The gap between the highest occupied molecular orbital (HOMO) and the lowest empty one (LUMO) is often quoted as if it belonged to the molecule alone. For this tin compound it changes by several electronvolts with the functional, although the structure stays fixed. If the change follows from how exchange is treated, the known rows should fix the levels of three common hybrids: r2SCANh, B3LYP and PBE0.

HOMO and LUMO energies and their gap for gas-phase CH3F3OSn (SMILES C[O][Sn]([F])([F])[F]), computed with Ansatz 0.2.0. Each functional was run as a restricted Kohn–Sham calculation with the def2-TZVPP basis and a def2 core potential on Sn, at the same PBE0-D4/def2-TZVP geometry.

```
  functional            class  exact exchange, short range (%)  exact exchange, long range (%)  HOMO (eV)  LUMO (eV)  gap (eV)
       SPW92              LDA                                0                               0      -7.72      -4.33      3.40
      PBE-D4              GGA                                0                               0      -7.53      -3.90      3.63
   revPBE-D4              GGA                                0                               0      -7.46      -3.73      3.73
     BLYP-D4              GGA                                0                               0      -7.47      -3.89      3.58
   r2SCAN-D4         meta-GGA                                0                               0      -7.91      -3.68      4.23
      B97M-V         meta-GGA                                0                               0      -8.00      -3.71      4.29
  r2SCANh-D4    global hybrid                               10                              10          ?          ?         ?
    B3LYP-D4    global hybrid                               20                              20          ?          ?         ?
     PBE0-D4    global hybrid                               25                              25          ?          ?         ?
  r2SCAN0-D4    global hybrid                               25                              25      -9.47      -2.77      6.70
    HSE06-D4  screened hybrid                               25                               0      -8.80      -3.28      5.52
    BHLYP-D4    global hybrid                               50                              50     -10.85      -1.93      8.92
CAM-B3LYP-D4  range-separated                               19                              65     -10.72      -1.91      8.80
     LC-wPBE  range-separated                                0                             100     -12.04      -0.47     11.57
     wB97X-V  range-separated                               17                             100     -11.71      -0.63     11.07
     wB97M-V  range-separated                               15                             100     -11.64      -0.77     10.87
```

Two pairs of rows isolate the effect of exact exchange, because each hybrid has its own semilocal parent in the table. From BLYP to BHLYP the HOMO falls by 0.68 eV and the LUMO rises by 0.39 eV for every 10% of exact exchange. From r2SCAN to r2SCAN0 the shifts are 0.62 and 0.36 eV. In both pairs the gap therefore opens by about 1 eV per 10%, and the HOMO does more of the work.

The opposite directions have a common origin. The classical repulsion in these methods lets an electron repel its own charge cloud. Semilocal exchange removes this error only in part, which leaves occupied levels too high; exact exchange cancels it orbital by orbital and pulls them down. An empty orbital has no charge of its own to correct. A semilocal functional nevertheless gives it much the same exchange attraction as an occupied one, and exact exchange takes much of that attraction away, so the level rises.

This argument also gives the form of the trend. If a fraction *a* of semilocal exchange is replaced and the orbitals keep their shape, a level ε moves as

ε(*a*) ≈ ε(0) + *a* · *D*,

where *D* is the difference between exact and semilocal exchange felt by that orbital. The level then runs along a straight line that starts at the parent functional. Changes in orbital shape would bend the line.

The starting point matters as much as the slope. The two meta-GGAs have gaps above 4.2 eV without any exact exchange, while the LDA and the GGAs stay below 3.8 eV. Meta-GGAs depend on the kinetic energy density of the orbitals, so their potential can treat filled and empty levels differently, a known reason for wider gaps. Each forecast is therefore built on the hybrid's own parent.

For r2SCANh this means interpolating between r2SCAN and r2SCAN0. B3LYP is placed between BLYP and BHLYP, with one correction. About a fifth of its correlation is of the local VWN-RPA form, whose potential is too deep by roughly half an electronvolt, so both levels are moved down by 0.1 eV and the gap is left alone.

PBE0 has a parent in the table, but PBE has no second global hybrid to supply a slope. The slope is borrowed from BLYP and BHLYP, since BLYP is also a GGA. For 25% exact exchange the estimate reads:

- HOMO: −7.53 − 2.5 × 0.676 = −9.22 eV
- LUMO: −3.90 + 2.5 × 0.392 = −2.92 eV
- gap: −2.92 + 9.22 = 6.30 eV

The r2SCAN slope would give a gap of 6.10 eV instead, and this difference sets the width of the range. The ranges below are judgements of how far each argument can be trusted, not statistical errors.

| Functional | HOMO / eV | LUMO / eV | Gap / eV | Range for each / eV |
|---|---|---|---|---|
| r2SCANh | −8.53 | −3.32 | 5.22 | ±0.10 |
| B3LYP | −8.92 | −3.20 | 5.72 | ±0.15 |
| PBE0 | −9.22 | −2.92 | 6.30 | ±0.20 |

In order of gap, r2SCANh should lie below HSE06, followed by B3LYP and PBE0, with r2SCAN0 still above them.

HSE06 offers a second route to the PBE0 gap. Both functionals mix 25% exact exchange into PBE, but HSE06 switches it off at long range. In a molecule much smaller than the switching distance, the missing exact exchange would act almost as a constant that lowers filled orbitals and leaves empty ones alone. The semilocal exchange that stands in its place pulls filled and empty levels down by similar amounts, so removing it raises both and hardly changes the gap. This molecule is about as wide as the switching distance, so the constant gives only an upper limit. Restoring the long-range part should widen the HSE06 gap of 5.52 eV by at most roughly 0.8 eV, which agrees with the first estimate.

The withheld rows as computed:

```
functional          class  exact exchange, short range (%)  exact exchange, long range (%)  HOMO (eV)  LUMO (eV)  gap (eV)
r2SCANh-D4  global hybrid                               10                              10      -8.53      -3.32      5.21
  B3LYP-D4  global hybrid                               20                              20      -8.97      -3.28      5.69
   PBE0-D4  global hybrid                               25                              25      -9.21      -2.90      6.31
```

All nine values fall within their ranges, and the order of the gaps is as forecast. The most direct support for the straight line comes from r2SCANh, which lies within 0.01 eV of the line between its two relatives. For this family, changes in orbital shape hardly bend the trend up to 25% exact exchange.

B3LYP shows the largest misses. Its gap is right to 0.03 eV, but the HOMO lies 0.05 eV and the LUMO 0.08 eV below the forecast. The downward correction thus had the right sign and was too small. A possible reason is that B3LYP replaces a small part of the gradient-corrected exchange and correlation of BLYP by plain LDA forms, while the correction covered only the error of the RPA form. The LDA row has both levels deeper than BLYP, the LUMO more so. That matches the pattern of the misses, though no row tests these ingredients separately.

For PBE0 the gap is right to 0.01 eV, closer than a borrowed slope could promise. The choice of a GGA pair mattered, because the r2SCAN slope would have missed by 0.2 eV. The HSE06 route holds as well: the computed gaps differ by 6.31 − 5.52 = 0.79 eV, close to the estimated upper value. The two levels share this change: from HSE06 to PBE0 the HOMO falls by 0.41 eV and the LUMO rises by 0.38 eV, as expected if the semilocal exchange that is removed had held both levels down.

A cruder rule shows why the parent has to be kept. A least-squares line through the eight known rows with equal exact exchange at short and long range treats semilocal functionals as interchangeable. It puts the r2SCANh gap at 4.88 eV, well below the computed 5.21 eV, because it forgets that r2SCAN starts with a wider gap.

Both rules fail once exact exchange depends on distance, because a single percentage no longer describes it. LC-wPBE has none at short range and 100% at long range, yet its gap of 11.57 eV is the largest in the table. The long range begins at a much shorter distance in LC-wPBE than in HSE06, so full exact exchange already acts within the molecule. It corrects much of the self-repulsion in the filled levels and takes away much of the semilocal attraction that holds the empty ones down. The LUMOs of LC-wPBE, wB97X-V and wB97M-V lie close to zero, where levels can depend on the basis set, so their absolute values should be read with care.

A neighbouring series on a large conjugated molecule should show the same directions with smaller steps, since a charge cloud spread over many atoms repels itself less. For practical screening, orbital gaps of different compounds should be compared only within one functional. The spread of gaps in this table reflects mainly the treatment of exchange, so mixing functionals could make a change of method look like a difference between compounds.
